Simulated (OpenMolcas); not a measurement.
Exact exchange and the HOMO–LUMO gap of As4 (arsenic tetramer)

The species is As4 (4 atoms), meant as a singlet with charge 0. SMILES: `[As]12[As]3[As]1[As]23`. The shape is that of a PBE0-D4/def2-TZVP optimisation.

The HOMO–LUMO gap y, in eV, basis cc-pVDZ; a is the functional's share of exact exchange. Programs: OpenMolcas 26.06.

| functional | program | a | y (eV) |
| --- | --- | --- | --- |
| revPBE | OpenMolcas | 0 | 4.40 |
| TPSS | OpenMolcas | 0 | 4.50 |
| B3LYP | OpenMolcas | 0.2 | 5.65 |
| PBE0 | OpenMolcas | 0.25 | ? |
| BHLYP | OpenMolcas | 0.5 | 7.65 |

**Question.** Fit y = c + s·a to the known rows and predict PBE0.

**Answer.** 
1. Means of the 4 rows: a = 0.1750, y = 5.550.
2. Σ(Δa)² = 0.1675, Σ(Δa·Δy) = 1.07, so the slope is 1.07/0.1675 = 6.3881.
3. Intercept: 5.550 − (6.3881) × 0.1750 = 4.432. The largest residual of the fit is 0.068.
4. PBE0: 4.432 + (6.3881) × 0.25 = 6.03 eV.

The run gave 6.05 eV, so the prediction is off by -0.02 eV, within the largest residual. Exact exchange lowers occupied levels and raises empty ones. The rows mix families of semi-local functionals, which the line can't see.

The gap of As4 widens from 4.40 eV with revPBE to 7.65 eV with BHLYP, and the PBE0 run falls close to the line through the other functionals. The near-linearity suggests that the frontier orbitals keep much the same shape as exact exchange is mixed in, so that their energies shift roughly in proportion to its share. The widening arises because exact exchange cancels an occupied orbital's repulsion with itself, whereas an empty orbital has no such term to cancel and feels the field of all the electrons. A semi-local potential treats both kinds of orbital much more alike.

That the gap is sizeable even without exact exchange fits the textbook picture of a closed-shell tetrahedral cage, in which arsenic p orbitals form bonding levels well separated from their antibonding counterparts. The slope therefore measures how the orbital energies respond to the functional, not a change in the bonding. Nor does the good interpolation show which share of exchange would best reproduce the difference between ionisation energy and electron affinity.
